The molecule is a cluster of eleven boron atoms and one nitrogen atom, and three of the boron atoms each carry a silyl group, SiH₃. Its shape is one snapshot of simulated motion at 600 K, so the spectrum belongs to a distorted molecule and is not an average over a warm gas. The molar absorptivity tells how strongly the substance weakens light at a given concentration and path length.

Gas-phase absorption spectrum of B11H18NSi3 from five singlet excitations, computed with PySCF 2.14.0 at the TDA-PBE/def2-SVP level with density fitting, frozen core orbitals and virtual orbitals cut off at 1.5 Eh. The geometry is a GFN2-xTB molecular dynamics frame (125 fs, 600 K). Each line is a Gaussian of 0.25 eV half-width at 1/e height.

| photon energy (eV) | molar absorptivity (L/(mol cm)) |
| --- | --- |
| 3.300 | 0.0 |
| 3.400 | 20.0 |
| 3.500 | 70.0 |
| 3.600 | 230.0 |
| 3.700 | 540.0 |
| 3.800 | 920.0 |
| 3.900 | 1180.0 |
| 4.000 | 1190.0 |
| 4.100 | 990.0 |
| 4.200 | 720.0 |
| 4.300 | 480.0 |
| 4.400 | 320.0 |
| 4.500 | 220.0 |

*Where in the table does the molecule absorb most, and would the eye notice?* The maximum lies near 3.95 eV, a wavelength of about 314 nm, in the near ultraviolet. The calculation finds no excited singlet state in the visible, so this snapshot would look colourless. The band is also weak: it reaches about 10³ L/(mol cm), whereas strong dyes reach roughly 10⁵.

*Which digits can be trusted?* The values at 3.9 and 4.0 eV differ by 10 L/(mol cm), the smallest step in which the absorptivity is printed. The two rows therefore count as equally high, and the table places the maximum only to about a tenth of an electronvolt. For a real sample the position is less certain than that, because another snapshot, a solvent, another functional, a larger basis set or the empty orbitals left out by the cutoff could move it.

*Does an excited state lie at 3.5 eV, where absorption sets in?* No, the lowest one lies at 3.90 eV. With the nuclei held still, a calculation gives sharp lines, and each line is then drawn as a Gaussian of chosen width. What the table shows at 3.5 eV is the low-energy tail of the first line. With half the broadening, the absorptivity there would drop from the table's 70 to below 0.1 L/(mol cm), although no state had moved.

*Why does the band fall more slowly than it rises?* Below the first state there is nothing, while four more states follow above it. At 4.3 eV the absorptivity is twice that at 3.6 eV, although both energies are equally far from 3.95 eV. The band is thus several lines merged into one, and the weaker ones lie on its slow side.

This picture can be put into numbers without fitting anything. The absorptivity at photon energy E is the sum over the states i of hᵢ exp[−((E − Eᵢ)/w)²]. Here Eᵢ is the energy of the state, w = 0.25 eV is the broadening, and the height hᵢ follows from the oscillator strength, which measures how strongly the state couples to light. State 1 has a height of 992 L/(mol cm) and lies 0.099 eV below 4.0 eV, so it contributes 992 × exp[−(0.099/0.25)²], or about 850. States 2, 3 and 4 add 51, 262 and 20, which makes 1183 against the 1190 of the table.

The sum stays within about 12 L/(mol cm) of every row, and the output after this text lists the part of each state. Such agreement is no test of the functional, since the table was built by the same recipe. It does show which state supplies which part of the band. The state energies in the sum are worked back from rounded oscillator strengths and transition dipoles, which matters most for the weak state 2: it comes out at 4.075 eV, while the calculation itself gave 4.056 eV. At 4.0 eV this changes its part by only about 2 L/(mol cm).

*What sets the energies of the states, and what would a change of element do?* All five excitations mainly lift an electron into the same lowest empty orbital, each from a different one of the five highest filled orbitals. Their energies lie only 0.03 to 0.11 eV above the gaps between these orbitals. The smallest distance is that of state 2, which the output after this text puts at nearly 0.05 eV because its energy there is slightly too high. Theory explains the closeness: in a functional such as PBE, filled and empty orbitals feel the same potential, so an orbital gap is already a fair estimate of an excitation energy. An element or substituent that mainly lowers the empty orbital should therefore shift the whole band to lower energy, while one that mainly changes a single filled orbital should move one line.

*Is the fall towards 4.5 eV real?* That is open, because the calculation stopped after five states, the last at 4.67 eV. Suppose a sixth state as strong as the first lay at almost the same energy as the fifth. It would add less than 1 L/(mol cm) at 4.0 eV but about 620 at 4.5 eV, where the table has 220. The peak near 3.95 eV would thus hardly change, whereas the low values at the upper end are no sign of a transparent window. A still stronger state could even lift the upper end above the peak.

*What would a better functional change, and what does the band mean for use?* In these excitations the centre of the electron lies 2.0 to 3.7 Å from the centre of the hole it leaves. PBE tends to place states with such a shift of charge too low, so a functional with range separation would probably move the band further into the ultraviolet, by an amount that is untested here. Boron-rich molecules can serve as precursors for boron-containing films in electronic devices. If light is to drive the deposition, the band suggests that this molecule needs ultraviolet light to absorb directly, but it doesn't tell whether the excited molecule then breaks apart.

Numerical output:

```
Absorptivity by state in L/(mol cm):
  row  state 1   state 2   state 3    state 4    state 5  sum of states  sum with half the broadening
  3.3    3.039  0.003736  0.004522  2.783e-06  9.745e-12          3.047                     1.745e-07
  3.4    17.75   0.03807   0.05658  6.916e-05  6.672e-10          17.84                      0.000203
  3.5    75.27    0.2817    0.5142   0.001248  3.317e-08          76.06                       0.06566
  3.6    231.8     1.514     3.393    0.01635  1.197e-06          236.7                         5.905
  3.7    518.3     5.907     16.26     0.1555  3.139e-05          540.6                         147.7
  3.8    841.7     16.74     56.57      1.074  0.0005975            916                          1028
  3.9    992.4     34.44     142.9       5.39   0.008259           1175                          2019
  4.0    849.7     51.45     262.2      19.63    0.08289           1183                          1351
  4.1    528.3     55.82     349.3      51.93     0.6042            986                         920.5
  4.2    238.5     43.98       338      99.75      3.197          723.4                         679.8
  4.3     78.2     25.16     237.4      139.1      12.29          492.2                         384.7
  4.4    18.62     10.45     121.1      140.9      34.29          325.4                         266.1
  4.5    3.218     3.152     44.86      103.6      69.49          224.4                           109
Energy of state 1 (eV): 3.901
Energy of state 2 (eV): 4.075
Energy of state 3 (eV): 4.14
Energy of state 4 (eV): 4.354
Energy of state 5 (eV): 4.671
State 1 less gap HOMO to LUMO (eV): 0.1077
State 2 less gap HOMO-1 to LUMO (eV): 0.04547
State 3 less gap HOMO-2 to LUMO (eV): 0.07065
State 4 less gap HOMO-3 to LUMO (eV): 0.07247
State 5 less gap HOMO-4 to LUMO (eV): 0.06752
Absorptivity at 4.0 eV less that at 3.9 eV in L/(mol cm): 10
Wavelength at 3.95 eV (nm): 313.9
Ratio of absorptivity at 4.3 eV to that at 3.6 eV: 2.087
Ratio of absorptivity at 4.4 eV to that at 3.5 eV: 4.571
Full width of the band at half height (eV): 0.5376
Full width at half height of one Gaussian (eV): 0.4163
Share of state 1 in the sum at 4.0 eV (%): 71.82
Share of state 3 in the sum at 4.0 eV (%): 22.16
Share of states 4 and 5 together in the sum at 4.5 eV (%): 77.16
Largest miss of the sum of states in L/(mol cm): 12.18
Trial state as strong as state 1 at the energy of state 5 adds at 4.0 eV in L/(mol cm): 0.7426
The same trial state adds at 4.5 eV in L/(mol cm): 622.6
```
